## When the Seebeck coefficient starts to depend on direction

A Seebeck measurement can replace a count of carriers, provided that one formula links voltage and doping. The decision for hexagonal diamond (lonsdaleite) is whether that formula can be used without asking how the crystal is cut. Three magnitudes set the scale against which any effect of direction must be judged. A decade of doping costs a dilute sample about 200 µV/K, doubling the temperature adds about 90, and doubling the number of equivalent bands adds about 60.

Transport in doped hexagonal diamond (P6_3/mmc, 4 atoms in the cell, a = 2.512, c = 4.180 Å), from scalar-relativistic PBE calculations with Ansatz 0.2.0 (plane-wave PAW, cutoff 420 eV, k mesh 12×12×6). Bands are rigid and the relaxation time τ is constant; doping is positive for holes. Conductivity masses are the principal values of ne²τ/σ, numbered from the smallest.

| temperature (K) | doping (1e18 cm^-3) | Seebeck xx (microV/K) | Seebeck zz (microV/K) | conductivity mass 1 (m_e) | conductivity mass 3 (m_e) |
| --- | --- | --- | --- | --- | --- |
| 300 | -1 | -434 | -434 | 0.279 | 0.479 |
| 300 | -10 | -241 | -241 | 0.280 | 0.479 |
| 300 | -100 | -84.1 | -84.2 | 0.282 | 0.484 |
| 300 | -1000 | -19.4 | -19.5 | 0.297 | 0.511 |
| 300 | 1 | 472 | 471 | 0.475 | 0.700 |
| 300 | 10 | 277 | 276 | 0.476 | 0.702 |
| 300 | 100 | 108 | 108 | 0.482 | 0.713 |
| 300 | 1000 | 26.7 | 27.4 | 0.517 | 0.777 |
| 600 | -1 | -524 | -524 | 0.282 | 0.483 |
| 600 | -10 | -328 | -328 | 0.282 | 0.483 |
| 600 | -100 | -147 | -147 | 0.284 | 0.487 |
| 600 | -1000 | -38.6 | -38.8 | 0.298 | 0.512 |
| 600 | 1 | 562 | 562 | 0.483 | 0.714 |
| 600 | 10 | 365 | 364 | 0.483 | 0.715 |
| 600 | 100 | 179 | 178 | 0.487 | 0.723 |
| 600 | 1000 | 53.4 | 59.3 | 0.520 | 0.767 |
| 900 | -1 | -577 | -577 | 0.284 | 0.487 |
| 900 | -10 | -379 | -380 | 0.284 | 0.487 |
| 900 | -100 | -191 | -191 | 0.286 | 0.490 |
| 900 | -1000 | -57.5 | -57.6 | 0.299 | 0.514 |
| 900 | 1 | 616 | 617 | 0.491 | 0.726 |
| 900 | 10 | 418 | 419 | 0.491 | 0.727 |
| 900 | 100 | 227 | 228 | 0.494 | 0.732 |
| 900 | 1000 | 79.0 | 91.0 | 0.527 | 0.753 |

Seebeck xx is measured in the hexagonal plane and Seebeck zz along the c axis. The conductivity masses are sorted by size, so the axes swap between carriers: mass 3 lies along c for holes but in the plane for electrons. Electrons therefore move more easily along c, and holes in the plane. Yet the Seebeck coefficients in the two directions are nearly equal in almost every row.

### The dilute limit

The Seebeck coefficient S is the mean energy of the conducting carriers, measured from the chemical potential, divided by eT. With a parabolic band and a constant relaxation time, the mass along the current divides both the energy flow and the charge flow, and it cancels. In a dilute band the conducting carriers lie on average (5/2)kT beyond the band edge, and the edge lies kT ln(N/n) from the chemical potential. Hence

|S| = (k/e) [5/2 + ln(N/n)],

where n is the doping, N the effective density of states and k/e about 86 µV/K.

Take electrons at 300 K and 10¹⁸ cm⁻³. A band with the free-electron mass has N ≈ 2.5 × 10¹⁹ cm⁻³ at this temperature. The masses of this row multiply it by √(0.279 × 0.479²) ≈ 0.25, and the two equivalent conduction valleys double it, so N ≈ 1.3 × 10¹⁹ cm⁻³. The logarithm is then about 2.5 and |S| ≈ 86 × 5.0 ≈ 430 µV/K. The table has 434; the row supplied its masses to the estimate, but not its Seebeck value.

Holes follow the same law if two bands meet at the top of the valence band. With the same masses, a single band would give a value about 60 µV/K too low. This agreement supports the count of two, although the bands were not resolved one by one.

### The crowded limit

When n far exceeds N, most carriers are locked in filled states, and only those within a few kT of the chemical potential respond. Then |S| ≈ (k/e)(π²/2)(kT/E_F), where E_F is the depth to which the band would be filled at zero temperature. It grows as n^(2/3), so S falls with doping and rises with temperature, and the mass along the current still cancels. The smooth model joins the two limits, with masses from the most lightly doped 300 K rows and no adjustment to the Seebeck values. Outside the holes at 10²¹ cm⁻³ it stays within 3 µV/K in both directions, as the output at the end of the text shows; the excesses, chemical potentials and edge depths used below are listed there too.

### The rows that break the law

The breaks are the hole rows at 10²¹ cm⁻³ and 600 and 900 K. Along c the Seebeck coefficient exceeds the model by 16 % and 21 % of the model value. In the plane the excess is only about 2 and 4 µV/K. At 300 K the deviation is too small for this model to judge.

The masses change in the same rows. At light doping the c-axis mass of the holes rises on heating from 300 to 900 K, from 0.700 to 0.726, but at 10²¹ cm⁻³ it falls from 0.777 to 0.753. Something that conducts well along c is joining in.

The likely newcomer is a deeper valence band. Hexagonal symmetry splits the bonding p states into a pair lying in the plane and a single state pointing along c, whose band should be light in that direction. At this doping the chemical potential is already about 0.4 eV inside the valence band, and heating lets the deeper band take part. Its holes lie beyond the chemical potential, so on average each carries more energy than the other conducting holes, and mostly along c. The directional factor no longer cancels, because the two groups of holes have different anisotropies.

Electrons provide a control. At 10²¹ cm⁻³ and 900 K their chemical potential is even deeper in its band, about 0.55 eV, yet the two Seebeck values are −57.5 and −57.6 µV/K. Heavy doping alone is therefore not enough. A second sign comes from the heat that the carriers conduct. The ratio of this heat conductivity to the electrical conductivity grows with the spread of carrier energies. For holes at 10²¹ cm⁻³ and 900 K it is 12 % higher along c than in the plane, while for electrons the two directions agree within 1 %.

The assignment to a deeper band remains an inference, since the bands were not followed one by one. Rough estimates of its edge run from 0.5 to 0.8 eV below the valence top, but the deep end can be dismissed: at 600 K such an edge would lie nearly 8 kT beyond the chemical potential, and almost no holes would reach it. An edge near 0.5 eV or slightly shallower is expected.

For the measurement, direction can be ignored except in hot p-type material near 10²¹ cm⁻³. There S is expected to fall with doping no faster than about n^(−2/3), so a c-axis reading 21 % too high gives a density too low by a factor of at least 1.21^(3/2) ≈ 1.3. This holds for a constant relaxation time; in a real crystal, scattering that depends on energy, and drag by phonons, would change the calibration itself. The bands are also those of a lattice at rest: heating changes only how the states are filled. Thermal expansion and atomic vibrations, including zero-point motion, could shift the deeper band and so the doping and temperature at which direction begins to matter.

The analysis program printed:

```
Smooth model against the calculation:
  row  model Seebeck size (microV/K)  xx excess (microV/K)  zz excess (microV/K)  larger over smaller mass
  300                            435                -1.037                -1.037                     1.717
  300                          241.8               -0.8447               -0.8447                     1.711
  300                          83.94                0.1602                0.2602                     1.716
  300                          19.11                0.2938                0.3938                     1.721
  300                          473.7                -1.732                -2.732                     1.474
  300                          278.7                -1.678                -2.678                     1.475
  300                          108.7               -0.7157               -0.7157                     1.479
  300                          25.77                0.9254                 1.625                     1.503
  600                          524.2                -0.247                -0.247                     1.713
  600                          327.7                0.2874                0.2874                     1.713
  600                          146.4                0.5866                0.5866                     1.715
  600                          37.98                0.6173                0.8173                     1.718
  600                          563.1                -1.081                -1.081                     1.478
  600                          365.9               -0.8664                -1.866                      1.48
  600                          178.8                  0.23                 -0.77                     1.485
  600                          50.98                 2.418                 8.318                     1.475
  900                          576.6                0.4391                0.4391                     1.715
  900                          379.2                -0.172                 0.828                     1.715
  900                          190.5                0.4699                0.4699                     1.713
  900                           56.4                   1.1                   1.2                     1.719
  900                          615.4                0.5695                  1.57                     1.479
  900                          417.7                0.3322                 1.332                     1.481
  900                          225.6                 1.392                 2.392                     1.482
  900                          75.06                 3.944                 15.94                     1.429
Light-doping fall of Seebeck per decade of doping (microV/K): 198.4
Light-doping rise of Seebeck per doubling of temperature (microV/K): 89.6
Effective density of states, holes over electrons, from masses: 1.571
Lowering of light-doping hole Seebeck if only one band (microV/K): 59.73
Largest miss outside holes at 1e21, either direction (microV/K): 2.732
Excess of zz over model, holes at 1e21, 300 600 900 K (percent): 6.306, 16.31, 21.24
Chemical potential inside valence band, holes at 1e21, 600 900 K (eV): 0.4007, 0.3891
Chemical potential inside conduction band, electrons at 1e21, 900 K (eV): 0.5464
Extra c-axis conductivity share against 300 K at 1e21, 600 900 K (percent): 1.892, 5.183
Rough depth of deeper edge, anisotropy reference 300 K at 1e21, 600 900 K (eV): 0.4907, 0.4747
Rough depth of deeper edge, anisotropy reference 1e20 at same temperature, 600 900 K (eV): 0.8474, 0.5578
```
